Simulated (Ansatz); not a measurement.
# Sc: pressure and energy above lowest point against volume scale

Free energy against uniform scaling of the volume at fixed shape and fractions; periodic cell, basis, potentials, k mesh and filling as listed. The results are calculated, by Ansatz 0.2.0.

The cell before it is scaled or strained (space group Fm-3m, No. 225):
```
cell vectors (Å)
   0.0000     2.2600     2.2600
   2.2600     0.0000     2.2600
   2.2600     2.2600     0.0000
atoms (fractions of the cell vectors)
Sc  0.00000  0.00000  0.00000
```

Settings of every row: functional PBEsol; dispersion none; potentials PAW; wave cutoff 500 eV; density cutoff 2000 eV; k mesh 9x9x9; k shift 0x0x0; occupations fermi dirac; smearing width 0.05 eV; spin none.

Limits: coarse k mesh, up to 40 meV an atom off.

```csv
row,volume scale,V (Å³/atom),pressure (GPa),energy above lowest point (meV/atom)
1,0.9,20.778,8.49,67.5
2,0.925,21.355,6.36,40.9
3,0.95,21.932,?,?
4,0.975,22.509,2.72,8.6
5,1,23.086,1.17,1.7
6,1.025,23.664,-0.21,0
7,1.05,24.241,-1.45,3
8,1.075,24.818,-2.56,10.3
9,1.1,25.395,-3.56,21.3
```

Question: what pressure and energy above lowest point should row 3 give?

Worked fit of pressure. Take u = (V_r/V)^(2/3) − 1 with V_r = 23.375 Å³ an atom, which is twice the finite (Eulerian) strain; such expansions in the strain, on which the Birch-Murnaghan equation of state is built, carry the rest volume and the bulk modulus. The shown rows have u = 0.08168, 0.06211, 0.02549, 0.00833, -0.00816, -0.02396, -0.03915, -0.05376. Least squares give pressure = 0.463 + 84.11 × u + 173.6 × u² GPa; a straight line predicts inner rows, each left out in turn, worse (root mean square 0.28 against 0.0046 GPa). The rows lie off it by 0.00, 0.00, 0.00, -0.01, 0.00, 0.00, 0.00, 0.00. The pressure vanishes at u = -0.0056, or V = 23.57 Å³ an atom, and there the bulk modulus at fixed shape and fractions is B = −V dP/dV = (2/3)(1 + u) dP/du = 54.5 GPa. The withheld row has u = 0.0434, so the fit gives 0.463 + 84.11 × (0.0434) + 173.6 × (0.0434)² = 4.44 GPa.

The calculation gave 4.44 GPa. The fit meets it to the printed digit.

Worked fit of energy above lowest point. Take u = (V_r/V)^(2/3) − 1 with V_r = 23.375 Å³ an atom, which is twice the finite (Eulerian) strain; such expansions in the strain, on which the Birch-Murnaghan equation of state is built, carry the rest volume and the bulk modulus. The shown rows have u = 0.08168, 0.06211, 0.02549, 0.00833, -0.00816, -0.02396, -0.03915, -0.05376. Least squares give energy above lowest point = 0.22 + 101.8 × u + 9056 × u² − 2615 × u³ meV/atom; a parabola predicts inner rows, each left out in turn, worse (root mean square 0.2 against 0.064 meV/atom). The rows lie off it by 0.0, 0.0, -0.1, 0.0, 0.0, 0.0, 0.0, 0.0. Its lowest point lies at u = -0.0056, or V = 23.57 Å³ an atom, and the curvature there gives the bulk modulus at fixed shape and fractions, B = (4/9)(1 + u)² E″(u)/V = 54.4 GPa. The withheld row has u = 0.0434, so the fit gives 0.22 + 101.8 × (0.0434) + 9056 × (0.0434)² − 2615 × (0.0434)³ = 21.5 meV/atom.

The calculation gave 21.5 meV/atom. The fit meets it to the printed digit.
